In simple hexagonal molybdenum, flat triangular layers sit directly above one another, so each atom has six neighbours in its own layer and two along the axis. The calculation, at the PBEsol level, lengthens or shortens the axis while the volume stays fixed. The axial ratio $x$ is the ratio of axial to in-plane length, divided by its value in the starting cell. The energy change is counted from that cell, and a negative pressure means that the crystal is stretched and would contract if released.

Simple hexagonal Mo (P6/mmm, starting a = 2.736 Å, c = 2.555 Å, not relaxed at this level), deformed along c at a fixed 16.56 Å³/atom. Ansatz 0.2.0, scalar-relativistic PBEsol with plane-wave PAW, no spin polarisation, 420 eV cutoff, 24×24×20 k mesh, 0.15 eV Gaussian smearing. Energies are free energies relative to the starting cell; pressure is positive in compression.

| axial ratio (over its starting value) | energy change (meV/atom) | pressure (GPa) |
| --- | --- | --- |
| 0.8 | 445.1 | 12.89 |
| 0.85 | 167.4 | 3.39 |
| 0.92 | 14.8 | -3.07 |
| 0.96 | -9.4 | -4.21 |
| 1 | 0.0 | -4.12 |
| 1.05 | 53.1 | -2.55 |
| 1.1 | 138.4 | -0.09 |
| 1.2 | 331.9 | 6.47 |
| 1.3 | 601.6 | 16.42 |

*Is the starting cell the best shape at this volume?* No: the row at 0.96 lies 9.4 meV/atom lower. The starting cell had not been relaxed at this level of theory, so its zero of energy is only a bookkeeping choice. The stresses show the same thing independently of the zero. In the starting cell the axis pulls inward with about 10 GPa and the in-plane directions with only 1 GPa, so at fixed volume the crystal gains by shortening its axis and widening its layers.

*Where exactly is the minimum?* It lies where the pulls along and across the axis balance. At fixed volume the axial length varies as $x^{2/3}$ and the in-plane length as $x^{-1/3}$. Adding the work done along the three directions gives

$$\frac{dE}{d\ln x}=\frac{2V}{3}\,(\sigma_\text{in}-\sigma_\text{ax}),$$

where $E$ is the energy and $V$ the volume per atom, and the in-plane and axial stresses $\sigma_\text{in}$ and $\sigma_\text{ax}$ are positive in compression. If the two stresses are equal, a small change of shape costs nothing to first order, however large the pressure may be.

For the starting cell the stress difference is $-1.04+10.29=9.25$ GPa. With $V=16.56$ Å³ and 1 eV/Å³ equal to about 160 GPa, the slope is $\tfrac{2}{3}\times16.56\times9.25/160\approx0.64$ eV. At 0.96 the same formula gives $-0.18$ eV. A straight line between the two slopes crosses zero about $0.18/(0.18+0.64)=0.22$ of the way from 0.96 to 1, which puts the minimum near $x=0.97$.

*Does symmetry fix that position?* It does not. In a cubic crystal the stress must be the same in all directions, so any change of its shape at fixed volume starts from a level point of the energy curve. This hexagonal lattice never becomes cubic, whatever its axial ratio and whatever the element, so the balance of stresses has to be found by calculation. Even at $x\approx1.07$, where all eight near neighbours are equally distant, the energy still rises by roughly 18 meV/atom for each further per cent of axial ratio. Equal distances do not make the two axial neighbours equivalent to the six in the plane.

*Why does the energy climb on both sides, and why is squeezing the axis so costly?* Fixed volume means that shortening one direction lengthens another, so either distortion pushes some atoms together. Squeezing presses on the two axial contacts, and stretching presses on the six in-plane ones. The stresses show this change of roles: at 0.8 the axis pushes outward with 72 GPa while the layers pull inward, and at 1.3 the layers push with 37 GPa while the axis pulls. At the squeezed end, repulsion between atoms that are too close is the natural reading, though nearer the minimum, at 0.92, the pull of the widened layers is still slightly larger than the push of the axis.

On the stretched side the pull matters over a wider range. Both stresses count equally in the slope, and at 1.05 and 1.1 the pull of the axis is larger than the push of the layers; at 1.2 the two are about equal. The in-plane contacts at 1.2, at 2.575 Å, are not even shorter than the axial contacts of the starting cell, along which the crystal pulls. At this volume, then, stretching at first costs energy mainly because the axis resists being drawn out, and the push of the layers takes the larger share only beyond 1.2. In a more compressed crystal the pushes should be stronger and the pulls weaker, so the layers would be expected to take over earlier.

One reason why the two sides are not mirror images is that the axial length responds twice as strongly to $x$ as the in-plane length. At 0.8 the axial contact is 14 % shorter than in the starting cell, whereas at 1.2 the in-plane contact is only 6 % shorter. Repulsion grows steeply as atoms approach, so two severely shortened contacts can cost more than six mildly shortened ones. Measured from the lowest row, the energy at 0.8 is indeed a third higher than at 1.2, although 0.8 is slightly nearer the minimum on a logarithmic scale. Another reason is a softness on the stretched side, which the next answer takes up.

*How far does a simple spring picture carry?* A parabola in $\ln x$, built only from the stresses at 0.96 and 1, reproduces the energies from 0.92 to 1.05 within 2 meV/atom. Further out it fails in opposite directions: it is 88 meV/atom too low at 0.8 and 118 meV/atom too high at 1.2. The first failure is what steep repulsion would give. The printed output after this text sets the parabola against every row.

The second failure has a more peculiar shape. Between 1.1 and 1.2 the curvature drops to less than a third of its value near the minimum, and between 1.2 and 1.3 it recovers. The stresses trace the drop to the axis: its pull grows up to 1.1 but is slightly weaker at 1.2, while the push of the layers keeps rising. Both take part in the recovery, since by 1.3 the axial pull has grown again and the push of the layers has nearly doubled. Stretched contacts can lose stiffness by themselves, but that alone would not readily explain why the pull recovers. A shift of d bands through the Fermi level is one possible guess. The smearing gives a faint hint in its favour: removing its effect raises the energy change by 0.9 meV/atom at 1.2 but only by about 0.5 meV/atom at 1.1 and 1.3, as expected if the density of states at the Fermi level is highest near 1.2. A proper test would need the density of states itself, at more closely spaced axial ratios. The slope stays positive at every computed point on this side, so the scan gives no sign of a second minimum.

*What would change if the crystal were held at a smaller volume?* Distortion would become more expensive, and the pressure column shows by how much. Pressure is the rate at which energy rises as volume shrinks. If two shapes had the same pressure, a small change of volume would leave their energy difference unchanged to first order; here the strongly distorted shapes have the higher pressure, so their disadvantage grows on compression. For the rows more than 50 meV/atom above the lowest one, one per cent less volume raises the cost by roughly 3 to 4 %.

This matters for the starting cell, which is under tension. If it is about as stiff as ordinary bcc molybdenum, for which a rough, recalled bulk modulus is 260 GPa, releasing its pressure would shrink the volume by between one and two per cent. The curvature found here therefore belongs to a stretched crystal and should not be used as an elastic constant at zero pressure.

*Which digits, and which conclusions, can be trusted?* The drop of 9.4 meV/atom from the start to 0.96 is matched by the work computed from the stresses, and removing the effect of smearing alters no energy change by as much as 1 meV/atom. The sign and approximate size of the drop are therefore sound within this calculation, while the tenths of a meV in the table carry no physical message. Neither check tests the k mesh or the cutoff, which were not varied. The PAW datasets were made for PBE and not for PBEsol, and the effect of this mismatch was not tested. The minimum itself is the best shape only among cells of this volume with regular triangular layers stacked directly above one another. Molybdenum's known ground state is bcc, which this path never reaches, and whether the hexagonal crystal would resist a sideways slide of its layers was not tested.

Output of the analysis:

```
Contacts and stresses:
   row  in-plane contact (Å)  axial contact (Å)  in-plane stress (GPa)  axial stress (GPa)  dE/dln x (eV)
   0.8                 2.947              2.202                 -16.59               71.85         -6.094
  0.85                 2.888              2.293                 -12.02               34.23         -3.187
  0.92                 2.813              2.417                 -7.612               6.007        -0.9385
  0.96                 2.773              2.486                  -5.09              -2.452        -0.1818
   1.0                 2.736              2.555                 -1.036              -10.29         0.6375
  1.05                 2.692              2.639                  4.833              -17.31          1.525
   1.1                  2.65              2.723                  9.897              -20.06          2.064
   1.2                 2.575              2.885                  19.16              -18.91          2.624
   1.3                 2.507              3.043                  36.74              -24.23          4.201
Steps from the row before and parabola:
   row  energy step (meV)  step from stresses (meV)  mean curvature of step (eV)  parabola (meV)  parabola less computed (meV)
   0.8                n/a                       n/a                          n/a           357.4                        -87.67
  0.85             -277.7                    -281.3                        47.95           161.4                        -5.952
  0.92             -152.6                    -163.2                        28.41           16.61                         1.814
  0.96              -24.2                    -23.84                        17.78          -9.301                       0.09891
   1.0                9.4                     9.301                        20.07               0                             0
  1.05               53.1                     52.77                         18.2           54.99                         1.893
   1.1               85.3                     83.49                        11.58           151.9                         13.52
   1.2              193.5                     203.9                         6.43           449.8                         117.9
   1.3              269.7                     273.2                        19.71             858                         256.4
Axial ratio at the minimum from the stresses: 0.9687
c/a at the minimum: 0.9046
Energy at the minimum of the parabola against the start (meV/atom): -10.12
Curvature of the parabola in ln x (eV/atom): 20.07
Axial ratio where axial and in-plane contacts are equal: 1.071
Slope at equal contacts (meV/atom for one per cent of axial ratio): 17.5
Shortening of axial contact at 0.8 against the start (per cent): 13.82
Shortening of in-plane contact at 1.2 against the start (per cent): 5.896
Shortening of in-plane contact at 1.3 against the start (per cent): 8.374
Energy above the lowest row, 0.8 over 1.2 (ratio): 1.332
Distance of 0.8 from the minimum in ln x: 0.1914
Distance of 1.2 from the minimum in ln x: 0.2141
Growth of distortion cost for one per cent less volume, smallest (per cent): 2.745
Growth of distortion cost for one per cent less volume, largest (per cent): 4.443
Largest effect of smearing on an energy change (meV/atom): 0.92
Rough volume contraction on release of the lowest pressure, bulk modulus 260 GPa recalled (per cent): 1.619
```
